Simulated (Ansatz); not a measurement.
# Ti: energy above lowest point against volume scale

Free energy against uniform scaling of the volume at fixed shape and fractions; periodic cell, basis, potentials, k mesh and filling as listed. The results are calculated, by Ansatz 0.2.0.

The cell before it is scaled or strained (space group P6/mmm, No. 191):
```
CELL_PARAMETERS angstrom
4.60000 0.00000 0.00000
-2.30000 3.98370 0.00000
0.00000 0.00000 2.82000
ATOMIC_POSITIONS crystal
Ti 0.00000 0.00000 0.00000
Ti 0.33333 0.66667 0.50000
Ti 0.66667 0.33333 0.50000
```

Settings of every row: functional LDA; dispersion none; potentials all-electron LAPW; k mesh 7x7x10; k shift 0x0x0; occupations cold; smearing width 0.1 eV; spin none.

Limits: coarse k mesh, up to 40 meV an atom off; minimum outside the range.

```
row  volume scale  V (Å³/atom)  energy above lowest point (meV/atom)
  1          0.94       16.192                                     0
  2          0.97       16.709                                  14.3
  3             1       17.226                                     ?
  4          1.03       17.742                                  73.2
  5          1.06       18.259                                 115.1
```

Question: what energy above lowest point should row 3 give?

Worked fit of energy above lowest point. Take u = (V_r/V)^(2/3) − 1 with V_r = 17.226 Å³ an atom, which is twice the finite (Eulerian) strain; such expansions in the strain, on which the Birch-Murnaghan equation of state is built, carry the rest volume and the bulk modulus. The shown rows have u = 0.04213, 0.02052, -0.01948, -0.03808. Least squares give energy above lowest point = 39.23 − 1488.1 × u + 13228 × u² meV/atom; a straight line predicts inner rows, each left out in turn, worse (root mean square 12 against 0.093 meV/atom). All shown rows lie on it to the printed digit. The withheld row has u = 0, so the fit gives 39.23 − 1488.1 × (0) + 13228 × (0)² = 39.2 meV/atom.

The calculation gave 39.2 meV/atom. The fit meets it to the printed digit.
